Hexagonal diamond (C, P6₃/mmc, four atoms per cell), computed with Ansatz 0.2.0 using HSE06, PAW potentials, a 420 eV plane-wave cutoff and a 9×9×4 k mesh, without spin polarisation or spin–orbit coupling. The r2SCAN cell is strained equally in all directions, with the atomic positions relaxed in r2SCAN.

| volume (Å³/atom) | c/a | shortest distance (Å) | band gap (eV) | least direct gap (eV) |
| --- | --- | --- | --- | --- |
| 5.092 | 1.6654 | 1.485 | 3.917 | 6.481 |
| 5.162 | 1.6654 | 1.492 | 3.981 | 6.464 |
| 5.656 | 1.6654 | 1.537 | 4.377 | 6.340 |
| 5.741 | 1.6654 | 1.544 | 4.437 | 6.318 |
| 5.914 | 1.6654 | 1.559 | 4.557 | 6.279 |
| 6.090 | 1.6654 | 1.574 | 4.666 | 6.236 |

Hexagonal diamond is stretched here equally in all directions, and its two gaps respond in opposite ways. The band gap leads from the highest filled level, at the point Γ of reciprocal space, to the lowest empty level, at the point K. It widens at every step of the expansion. The least direct gap, where the electron keeps its wavevector, narrows at every step. The cells at 5.162 and 5.914 Å³/atom show which level shifts lie behind this; in both of them the least direct gap lies at Γ.

**Do weaker bonds close the gap?** Longer bonds mean weaker overlap between neighbours, so bonding and antibonding levels should move closer together. A simple estimate assumes that the electron waves stretch with the crystal. Their kinetic energies, and every distance between levels if potential energy plays no part, then fall as the inverse square of the shortest distance, which is 8.4 % between the two cells. The direct gap does shrink, but only by about 3 %, and the indirect gap grows by about 14 %.

**Does the gap move to another pair of points?** If expansion brought a different valley of the conduction band to the bottom, the gap could change its behaviour. In each of the six cells, however, the calculation finds the valence top at Γ and the conduction edge at K. The widening therefore has to come from how the levels at these two points shift.

**Do the levels sink by different amounts?** Heights can be compared between two cells if each is measured from the bottom of the valence band in its own cell. On going from 5.162 to 5.914 Å³/atom the valence top comes down by 2.070 eV, but the K edge by only 1.494 eV. The gap between them must open by the difference, 2.070 − 1.494 = 0.576 eV. The choice of reference cancels in this subtraction.

The same comparison accounts for the direct gap. The lowest empty level at Γ comes down by 2.255 eV, slightly more than the valence top, so the direct gap closes a little. What decides the sign is whether the empty level descends further or less far than the filled one. That both descend does not settle it.

This also shows where the bond-weakening picture goes wrong. It describes the width of the valence band at Γ well: the width shrinks by 8.2 %, close to the inverse-square value. The K edge, measured from the same valence bottom, comes down by only 5.1 %. Because the gap is a small difference between two large heights, this modest departure from uniform shrinking is enough to reverse its trend.

Theory gives a reason for unequal shifts. A level also contains potential energy, which depends on where its electron density sits relative to the atoms and bonds, and this part does not follow the inverse-square rule. Of two empty levels, the one with the stronger nodes across the bonds should sink further when the bonds lengthen. The K state may therefore be less antibonding between nearest neighbours than the lowest empty states at Γ, but that is a guess, since its shape was not examined. Nor would it explain the widening by itself: the valence top is expected to be a bonding state, without such nodes, and yet it sinks further than the K edge. Why the K edge sinks so little is left open by these runs.

**A simple model for the size of the effect.** For a small expansion, each level shifts in proportion to the fractional change of volume, with a coefficient of its own. The gap then changes with the difference of two such coefficients, called its deformation potential. If that difference stays constant, summing many small steps makes the gap linear in the logarithm of the volume. A straight line of this kind was fitted to all six rows for each gap; the output below gives the details.

For the indirect gap the deformation potential is 4.22 eV, and the fitted gap at 5.656 Å³/atom is 4.367 eV. For the largest cell the line gives 4.367 + 4.22 × ln(6.090/5.656) = 4.68 eV. The calculated gap is 4.666 eV, and although this row took part in the fit, it is the one the line misses most. The miss comes from a bend in the data: the slope falls from about 4.4 eV below 5.656 Å³/atom to 3.9 eV above it, so the deformation potential is not quite constant.

For a crystal under load, the result means that uniform pressure lowers the indirect gap. Between the cells at 5.092 and 5.656 Å³/atom the average change is about −8 meV per GPa. The runs warn of loose thresholds in the calculated stress, but energy differences between neighbouring cells agree with the pressures used here. Two errors of opposite sign affect the absolute gaps. HSE06 tends to place wide gaps somewhat too low, while holding the atoms at rest leaves out zero-point vibration, which in diamond lowers the gap by roughly a few tenths of an eV. The changes with volume are therefore a safer guide than the absolute values.

The sign should not be carried over to ordinary cubic diamond, whose indirect gap is known to rise under pressure. Its conduction edge is a different state at a different point of reciprocal space. For any related crystal, the first step is to identify the two edge states and ask which of them shifts more with volume.

The analysis program printed:

```
Gaps in eV and inverse-square predictions:
    row  indirect  indirect_predicted  direct  direct_predicted  Gamma_above_K
  5.092     3.917               3.917   6.481             6.481          2.564
  5.162     3.981                3.88   6.464              6.42          2.483
  5.656     4.377               3.656    6.34              6.05          1.963
  5.741     4.437               3.623   6.318             5.995          1.881
  5.914     4.557               3.554   6.279              5.88          1.722
   6.09     4.666               3.487   6.236             5.769           1.57
Change of indirect gap, first to last row (eV): 0.749
Change predicted by inverse square, indirect (eV): -0.4304
Change of direct gap, first to last row (eV): -0.245
Change predicted by inverse square, direct (eV): -0.7122
Change of height of empty Gamma level above K edge (eV): -0.994
fit of band_gap on 6 rows: constant 4.367 +/- 0.004, coefficient of lv 4.218 +/- 0.059; rms 0.00781, worst 6.09 0.0126, leave-one-out rms 0.0124
fit of least_direct_gap on 6 rows: constant 6.339 +/- 0.00058, coefficient of lv -1.366 +/- 0.0086; rms 0.00114, worst 6.09 0.00169, leave-one-out rms 0.00186
Indirect gap slope per unit ln V, rows 5.092 to 5.656 (eV): 4.379
Indirect gap slope per unit ln V, rows 5.656 to 6.090 (eV): 3.909
Mean pressure coefficient of indirect gap, rows 5.092 to 5.656 (meV/GPa): -8.057
Valence top above valence bottom, change 5.162 to 5.914 (eV): -2.07
K edge above valence bottom, change 5.162 to 5.914 (eV): -1.494
Lowest empty Gamma level above valence bottom, change 5.162 to 5.914 (eV): -2.255
Valence top above valence bottom, change (percent): -8.181
K edge above valence bottom, change (percent): -5.102
Inverse-square change between the same two rows (percent): -8.411
Third empty Gamma level above valence top, change 5.162 to 5.914 (eV): -1.743
```
